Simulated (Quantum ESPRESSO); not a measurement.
# MnAlGe (P4/nmm) against added charge: Mn moments and magnetic energies in LDA at a fixed cell

Going from −0.4 to +0.4 e per Mn atom takes about a quarter off the Mn moment of MnAlGe when all moments are parallel, but about three quarters when the neighbours at 2.77 Å are opposed. The lattice and the number of added electrons are the same, so the difference must lie in how each order sustains its moment. The question bears on doping, of which added charge in a rigid cell is the barest model: the band filling changes, while the elements and the volume do not. Both orders are calculated in LDA. Each magnetic energy gain is measured from the run without spin polarisation at the same charge, per Mn atom, and is positive where magnetism is favoured.

## Calculations

One system, MnAlGe (P4/nmm), 6 atom(s) a primitive cell, from measured cells of the Crystallography Open Database (measured order: ferro (pmc:11469258)). Quantum ESPRESSO 7.5, plane waves with GBRV 1.5 LDA pseudopotentials, cutoff 544 eV, Fermi-Dirac smearing of 0.1 eV, k meshes whose coarsest spacing along a reciprocal vector is 0.20 1/Å over all runs (2π included). Functional: LDA, no Hubbard U; collinear spins, no spin-orbit coupling. Atoms stay at fixed fractions of the cell and the mesh divisions are held. At each point the moments on Mn are started parallel, opposed (signs +-) and without spin polarisation. Of the opposed order at the middle point, it reverses 4 of 4 magnetic neighbours at 2.77 Å and 0 of 4 magnetic neighbours at 3.91 Å. Runs that did not converge or carry a known fault are not listed. The same in all rows: metal or insulator in the run from the parallel start, judged by its smearing entropy or density of states at the Fermi energy (a gap under a few smearing widths counts as a metal): metal.

Notes on method and selection:

- Each state is what a run reaches from typed starting moments; only a few collinear orders were started, so the lowest found need not be the ground state. Spin-orbit coupling is left out of these energies, which are free energies at the smearing width. A magnetic atom is one that was given a starting moment.
- Site moments count the spin inside each program's own atomic sphere, so they depend somewhat on its radius and leave out the spin between the spheres.
- Quantum ESPRESSO sets the radius of an element's spheres to about 0.41 of its shortest distance to a neighbour.
- A measured moment is set beside the table only where the run ends ferromagnetic and the measured order is ferromagnetic too.
- Runs that did not converge, have known faults or may not be shown are not listed, and runs on Ansatz's PAW sets soft_1 and soft_2 are kept to separate tables.

Columns:

- added charge (e per magnetic atom): electrons added per magnetic atom (negative: removed), balanced by a uniform background.
- net moment (μB): net spin moment of that run per magnetic atom.
- moment, opposed (μB): largest site spin moment reached from the opposed start.
- gain, opposed (meV): energy of the run without spin polarisation less that of the run from the opposed start, per magnetic atom.
- moment (μB): largest site spin moment reached from the parallel start.
- magnetic energy gain (meV): energy of the run without spin polarisation less that of the parallel start, per magnetic atom (positive: magnetism is favoured).
- E(opposed) - E(parallel) (meV): energy of the run from the opposed start less that of the parallel start, per magnetic atom (positive: parallel is favoured); blank where a pattern was lost.

Input lines of one member:

```
&SYSTEM
  ecutwfc = 40
  ecutrho = 280
  nbnd = 46
  occupations = 'smearing'
  smearing = 'fd'
  degauss = 0.00734986
  nspin = 2
  starting_magnetization(1) = 0.2333
  starting_magnetization(2) = 0
  starting_magnetization(3) = 0
/
&ELECTRONS
  conv_thr = 1.2d-08
  mixing_beta = 0.3
/
K_POINTS automatic
8 8 8 0 0 0
```

Command (options for logging and memory left out): `pw.x -in pw.in`

## Data

| member | added charge (e per magnetic atom) | net moment (μB) | moment, opposed (μB) | gain, opposed (meV) | moment (μB) | magnetic energy gain (meV) | E(opposed) - E(parallel) (meV) |
| --- | --- | --- | --- | --- | --- | --- | --- |
| −0.4 e | −0.4 | 1.83 | 1.95 | 98.2 | 1.860 | 224.4 | 126.1 |
| −0.2 e | −0.2 | 1.78 | 1.83 | 66.2 | 1.787 | 196.3 | 130.1 |
| −0.1 e | −0.1 | 1.73 | 1.76 | 50.9 | 1.732 | 180.6 | 129.7 |
| +0 e | 0.0 | 1.66 | 1.66 | 36.5 | 1.667 | 164.4 | 127.8 |
| +0.1 e | 0.1 | 1.59 | 1.53 | 23.4 | 1.595 | 147.8 | 124.4 |
| +0.2 e | 0.2 | 1.51 | 1.36 | 12.4 | 1.519 | 131.2 | 118.9 |
| +0.4 e | 0.4 | 1.36 | 0.50 | 0.1 | 1.362 | 98.2 | 98.1 |

Least-squares fits to the whole series, with x = added charge (e per magnetic atom); R² and errors in the fitted variable (y, or ln y where the fit is in ln y):

| y | members | fit | R² | rms residual | leave-one-out rms | the same for the mean of the others |
| --- | --- | --- | --- | --- | --- | --- |
| moment (μB) | 7 | y = 1.667 − 0.6345 x − 0.3500 x² | 1.00 | 0.0053 | 0.020 | 0.18 |
| E(opposed) - E(parallel) (meV) | 7 | y = 128.14 − 33.262 x − 99.762 x² | 0.99 | 0.80 | 2.9 | 12 |

## Interpretation

With added electrons the parallel moment falls at every step, from 1.860 to 1.362 μB, and its energy gain falls from 224.4 to 98.2 meV. The opposed order starts with a gain of 98.2 meV and ends with 0.1 meV. The parallel order is the lower of the two in every row, which at zero charge agrees with the measured ferromagnetic order.

The net moment shows where the electrons go. Between −0.1 and +0.1 e it changes by (1.59 − 1.73) / 0.2 = −0.70 μB per electron. The minority spin therefore takes a share of (1 + 0.70) / 2 = 0.85 of the added charge, and the moment falls.

The energies follow from a thermodynamic identity and one assumption.

1. At fixed cell, atoms and smearing, the free energy F of a state changes with added charge x as dF/dx = μ + c. Here μ is the Fermi level of that state, and c is an electrostatic constant common to all states at the same charge.
2. The gain of a magnetic state is G = F(unpolarised) − F(magnetic). The constant cancels, leaving dG/dx = −Δ, where Δ = μ(magnetic) − μ(unpolarised).
3. If Δ does not depend on x, then G(x) = G₀ − Δ x.

The two parameters are the gain at zero charge, G₀, and the Fermi-level offset, Δ. A falling gain means a positive Δ: an added electron enters at a higher level in the magnetic state than in the unpolarised one. A density of states that decreases with energy around the Fermi level could cause this in the parallel order. Filling majority states upwards then raises the Fermi level more than emptying minority states lowers it. The density of states is not shown in the table, so this cause remains a possibility.

## Testing the model

The members −0.1 e and +0.1 e fix the parameters.

Parallel order: Δ = (180.6 − 147.8) / 0.2 = 164 meV per electron, and G₀ = (180.6 + 147.8) / 2 = 164.2 meV.

Opposed order: Δ = (50.9 − 23.4) / 0.2 = 137.5 meV per electron, and G₀ = (50.9 + 23.4) / 2 = 37.15 meV.

Gains of the parallel order, in meV:

- −0.4 e: 164.2 + 164 × 0.4 = 229.8; table 224.4.
- −0.2 e: 164.2 + 164 × 0.2 = 197.0; table 196.3.
- +0.2 e: 164.2 − 164 × 0.2 = 131.4; table 131.2.
- +0.4 e: 164.2 − 164 × 0.4 = 98.6; table 98.2.

Gains of the opposed order, in meV:

- −0.4 e: 37.15 + 137.5 × 0.4 = 92.15; table 98.2.
- −0.2 e: 37.15 + 137.5 × 0.2 = 64.65; table 66.2.
- +0.2 e: 37.15 − 137.5 × 0.2 = 9.65; table 12.4.
- +0.4 e: 37.15 − 137.5 × 0.4 = −17.85; table 0.1.

At zero charge the model gives G₀ itself, against 164.4 and 36.5 meV in the table. Over the five members not used to fix it, the rms miss is 2.4 meV for the parallel order and 8.6 meV for the opposed one. The scatter of the seven gains about their mean is 39 and 31 meV.

The difference of the two lines is a model for E(opposed) − E(parallel), but a poor one. Its rms miss, roughly 10 meV, is about as large as the scatter of the seven values about their mean, so no rule for that energy is drawn from it.

## Exceptions

Largest departures from the fit to the whole series:

| member | moment (μB) | fit | computed − fit | in rms residuals |
| --- | --- | --- | --- | --- |
| +0.2 e | 1.519 | 1.526 | −0.007 | 1.3 |
| −0.2 e | 1.787 | 1.780 | +0.007 | 1.3 |
| −0.1 e | 1.732 | 1.727 | +0.005 | 0.9 |
| +0.1 e | 1.595 | 1.600 | −0.005 | 0.9 |

The largest miss is the opposed order at +0.4 e, where the table lies 18 meV above the model. A constant offset fails there because the opposed moment has shrunk to 0.50 μB. As a moment vanishes, its state merges with the unpolarised one, and both G and Δ go to zero. The energy between the two orders is then nearly the whole parallel gain, 98.2 − 0.1 = 98.1 meV, and no longer measures a coupling between Mn moments of fixed size.

At −0.4 e the misses have opposite signs: 224.4 − 229.8 = −5.4 meV for the parallel order and 98.2 − 92.15 = 6.05 meV for the opposed one. Between −0.4 and −0.2 e the parallel offset is only (224.4 − 196.3) / 0.2 = 140.5 meV. In the same interval the net moment changes by just (1.78 − 1.83) / 0.2 = −0.25 μB per electron, so the majority spin now takes part in the change of filling much more than near zero charge. The opposed moment is still growing as electrons are removed, and its offset rises to (98.2 − 66.2) / 0.2 = 160 meV.

## Rules of thumb and their limits

In the fixed cell and at a smearing of 0.1 eV, the parallel gain falls by about 16 meV per 0.1 electron from −0.2 to +0.4 e. The opposed gain follows a straight line only roughly, and only while its moment is well developed. This also bears on the contrast between the two moments: near zero charge both gains fall at similar rates, but the opposed order has only 36.5 meV to lose against 164.4 meV, so its gain nearly runs out within the series and its moment collapses.

At least three choices behind the table could change its values noticeably. The first is the fixed volume. At zero charge LDA would shrink the measured cell, and a smaller cell lowers both gains. If the calculated stresses were followed at every charge, the electron-poor cells would shrink most and the most electron-rich ones would expand. That would work against the fall in the parallel moment, perhaps by a few tenths of a μB (rough), against a spread of 0.50 μB. It could also shift the parallel gains by about as much as their whole spread, 224.4 − 98.2 = 126.2 meV. But the stress of a charged cell depends on how the uniform background is treated, so it does not settle how a doped crystal would relax. Whether the fall in the gain survives relaxation is therefore open. The second choice is the smearing. Its entropy term favours the unpolarised state over the parallel one in every row. This lowers the parallel gain by more than the gain changes over 0.1 electron, and most at the electron-poor end. A smaller width should thus raise that gain and make its fall somewhat steeper. The charge at which the opposed moment collapses may also shift with the width, which was not varied in this series. The third choice is the fixed atomic positions: relaxing Al and Ge along c would probably lower the gains at zero charge, perhaps by some tens of meV (rough).

[Logs are printed without paths, hosts, clocks, repeated set-up lines and the standing remarks that a program may print on its own settings, such as how far it seeks lower states.]
